Silicon carbide in its 2H form has two gaps that matter to anyone who shines light on it. The band gap is the least energy that lifts an electron from the filled bands to the empty ones, and here the electron must also change its wave vector, which makes the absorption weak. The least direct gap is the smallest step at unchanged wave vector, where strong absorption can begin. If the crystal is stretched evenly to a volume of 11.966 Å³ per atom, beyond the other cells in the table, where do the two gaps go?

Computed with Ansatz 0.2.0 for 2H silicon carbide (P6_3mc, 4 atoms per cell), using r2SCAN, PAW potentials, a 500 eV plane-wave cutoff, a 12×12×6 k mesh and fixed occupations, without spin-orbit coupling. The strained cells are scaled evenly in all directions and their atoms relaxed with r2SCAN. Both gaps are the least over the sampled k points.

```
volume (Å³/atom)     c/a  shortest distance (Å)  band gap (eV)  least direct gap (eV)
           8.762  1.6415                  1.782          2.380                  4.867
           8.879  1.6415                  1.790          2.404                  4.835
           9.054  1.6415                  1.802          2.437                  4.788
           9.729  1.6415                  1.845          2.557                  4.618
          10.337  1.6414                  1.883          2.653                  4.476
          10.474  1.6415                  1.891          2.672                  4.445
          10.848  1.6415                  1.913          2.724                  4.363
          11.132  1.6415                  1.930          2.762                  4.303
          11.966  1.6415                  1.977              ?                      ?
```

The unstrained crystal is the cell at 10.337; smaller volumes are compressed and larger ones are under tension. The shape stays practically the same, so volume is the only thing that changes much. Across the known cells the band gap widens by 0.382 eV on expansion, while the least direct gap narrows by 0.564 eV. The rule "longer bonds, smaller gap" therefore holds for one gap and fails for the other in the same crystal.

The way out is to think of levels and not of gaps. A gap is the difference between an empty and a filled level, and each level answers to a change of volume at its own rate, called its deformation potential. In the known cells the band gap runs from the valence top at Γ, the centre of the Brillouin zone, to the conduction minimum at K, a corner of the zone's hexagonal cross-section. The least direct gap joins two levels at M, the middle of an edge of the same hexagon, in the cells 8.879, 9.729, 10.337 and 11.132. The two gaps thus compare different pairs of levels.

Theory names two effects of longer bonds. Neighbouring orbitals overlap less, so bonding and antibonding levels move closer together, which narrows gaps. The bands also become narrower, so a level at the edge of a band retreats towards the band's middle. The band gap lies between two such edges, so their retreat would widen it, and its observed growth would follow if this second effect wins. The pair at M lies away from the edges and would gain less from the retreat. One part of this can be checked: at Γ the filled levels span 17.64 eV in the cell 8.879 and only 15.76 eV in the cell 11.132, so the filled bands do become narrower. That this effect wins in the band gap is still an argument and not a result.

The table lets us watch the levels draw together. The least direct gap less the band gap is the distance of the M pair from the two band edges, valence and conduction parts added. In the cell 8.879 it is 4.835 − 2.404 = 2.431 eV, and in the cell 11.132 it is 4.303 − 2.762 = 1.541 eV. That is a fall of 37 %.

Simple narrowing can't account for so much. The coupling between neighbouring orbitals is usually taken to scale as $1/d^2$, with $d$ the shortest distance, and would shrink these separations by only about 14 %. The levels don't all follow one common scale, and the character of each probably matters as well. An antibonding level built from s orbitals, with a node between every pair of neighbours, is pushed up hard by short bonds and falls quickly when they lengthen. How much s character the levels at K and M have is a guess that these energies can't settle.

For a forecast, let $V$ be the volume and $V_0$ that of the unstrained cell, and let $x=\ln(V/V_0)$. If each level shifts smoothly, a gap $E$ can be written as a constant, a slope and a small curvature. This form was fitted to the eight known cells, separately for each gap, and the printed output after the text gives the details. For the band gap at the new volume, $x=\ln(11.966/10.337)=0.146$, and

$$E = 2.652 + 1.529\times 0.146 - 0.710\times 0.146^2 = 2.86\ \text{eV}.$$

The last term is small and only describes the curve. One possible reading is that each further stretch changes the coupling between neighbours less than the one before. A simpler form, a constant plus a term in $1/d^2$, has this weakening built in and gives 2.867 eV. The forecast for the band gap is therefore 2.86 eV, with a range of 2.85 to 2.87 eV, still from Γ to K and still widening, but more slowly. It would fail if the conduction level at M dropped below the one at K, which I judge unlikely.

The least direct gap calls for more caution, because it is a minimum over many wave vectors and the place of the minimum may change. If it stays at M, the fitted curve leads to about 4.14 eV. The competitor is Γ. In the compressed cell 8.879 the direct gap there is 6.796 eV, far above the one at M. In the cell 11.132 the computed levels at Γ put it at 4.712 eV, only about 0.4 eV above M. It has thus fallen at a mean rate of 9.22 eV per unit of $\ln V$, against 2.35 eV for the gap at M. So fast a fall is common for antibonding levels with much s character, but the energies alone don't show the character of this one.

Carried on at the same rate, the gap at Γ would reach 4.05 eV at the new volume, a little below the one at M. Two cells give a mean rate but don't tell how it changes. If the fall slowed to less than about 8 eV per unit of $\ln V$, M would keep the minimum.

A takeover by Γ is thus more likely than not, but it will be close. The forecast is 4.05 eV, with a range of 3.9 to 4.14 eV. The lower end allows Γ to fall about a fifth faster than before. The upper end is set by M, because another wave vector can only lower a minimum, never raise it.

The withheld rows as computed:

```
volume (Å³/atom)     c/a  shortest distance (Å)  band gap (eV)  least direct gap (eV)
          11.966  1.6415                  1.977          2.860                  4.102
```

The band gap comes out at 2.860 eV, and the fitted curve misses it by 0.001 eV. The simpler $1/d^2$ form is 0.007 eV too high, still inside the range. The slow widening has simply continued, which is what a gap does while the same two levels bound it.

The least direct gap is 4.102 eV. It lies within the stated range, about 0.05 eV above the forecast for Γ and 0.034 eV below the continuation of the M curve. This curve follows the known cells to better than 0.001 eV. The band gap, extended over the same distance with the same kind of formula, shows no such break. A change of wave vector is therefore a more natural reading than a sudden bend in the levels at M.

Γ is the prime suspect. If the new minimum lies there, the direct gap at Γ has fallen from the cell 11.132 at a mean rate of 8.44 eV per unit of $\ln V$. That is somewhat slower than the 9.22 eV before, and it would explain why the forecast came out a little low. A form in $1/d^2$, which has such a slowing built in, takes the two known values at Γ to 4.11 eV, close to the computed gap. The identification remains an inference, since the energy alone doesn't tell at which wave vector it occurs.

If it is right, the handover came late. At that rate Γ falls faster than M by about 6.1 eV per unit of $\ln V$, so a lead of 0.034 eV builds up within about half a per cent of volume. A smooth curve through a minimum over many wave vectors is safe only until another one takes over, and the known values of that minimum carry no sign of the change to come. The warning has to be sought in the competing levels.

For practical use the size of the effect matters. The cell 8.762 has lost 15 % of its volume, which takes tens of gigapascals in so stiff a crystal, and yet its band gap is only 2.653 − 2.380 = 0.273 eV smaller than that of the unstrained crystal. Ordinary pressures thus hardly move the band gap, and the tension needed for the last cell is far beyond normal service. The absolute values shouldn't go into a design: r2SCAN, the density functional used here, usually makes the gaps of semiconductors too small, and the 2.653 eV of the unstrained crystal is probably no exception.

In a related tetrahedral semiconductor, the first question is which levels bound the gap. A gap that ends on an s-like antibonding level at Γ shrinks markedly when the crystal is stretched. One that ends in a valley at the zone boundary usually changes less, and may go either way.

Output of the analysis:

```
band gap change from 8.762 to 11.132 (eV): 0.382
least direct gap change from 8.762 to 11.132 (eV): -0.564
band gap slope per unit ln V, 8.762 to 9.729 (eV): 1.691
band gap slope per unit ln V, 10.337 to 11.132 (eV): 1.471
direct gap slope per unit ln V, 8.762 to 9.729 (eV): -2.379
direct gap slope per unit ln V, 10.337 to 11.132 (eV): -2.335
fit of band_gap on 8 rows: constant 2.652 +/- 0.00027, coefficient of x 1.529 +/- 0.0041, coefficient of xx -0.7102 +/- 0.035; rms 0.000391, worst 10.337 -0.000647, leave-one-out rms 0.000624
  rows outside the fit (model, value, miss): 11.966 2.861, 2.86, 0.000859
fit of band_gap on 8 rows: constant 4.971 +/- 0.0068, coefficient of hop -2.32 +/- 0.0066; rms 0.000982, worst 10.337 -0.0016, leave-one-out rms 0.00131
  rows outside the fit (model, value, miss): 11.966 2.867, 2.86, 0.00703
fit of least_direct_gap on 8 rows: constant 4.476 +/- 0.00017, coefficient of x -2.34 +/- 0.0026, coefficient of xx 0.1508 +/- 0.022; rms 0.000245, worst 9.054 0.000472, leave-one-out rms 0.000388
  rows outside the fit (model, value, miss): 11.966 4.136, 4.102, 0.0344
direct gap at Gamma in row 8.879 (eV): 6.796
mean slope per unit ln V at which Gamma would meet the M forecast at 11.966 (eV): -8.915
steepest mean slope of the Gamma gap allowed by row 11.132 (eV): -11.03
Gamma gap at 11.966 if that steepest slope continued (eV): 3.506
depth of M valence top below Gamma needed for M to undercut K at 11.966 (eV): 1.276
revealed band gap slope per unit ln V, 11.132 to 11.966 (eV): 1.356
revealed direct gap slope per unit ln V, 11.132 to 11.966 (eV): -2.782
mean slope of the Gamma gap from 8.879 if the revealed direct gap lies at Gamma, else its steepest allowed value (eV): -9.03
```
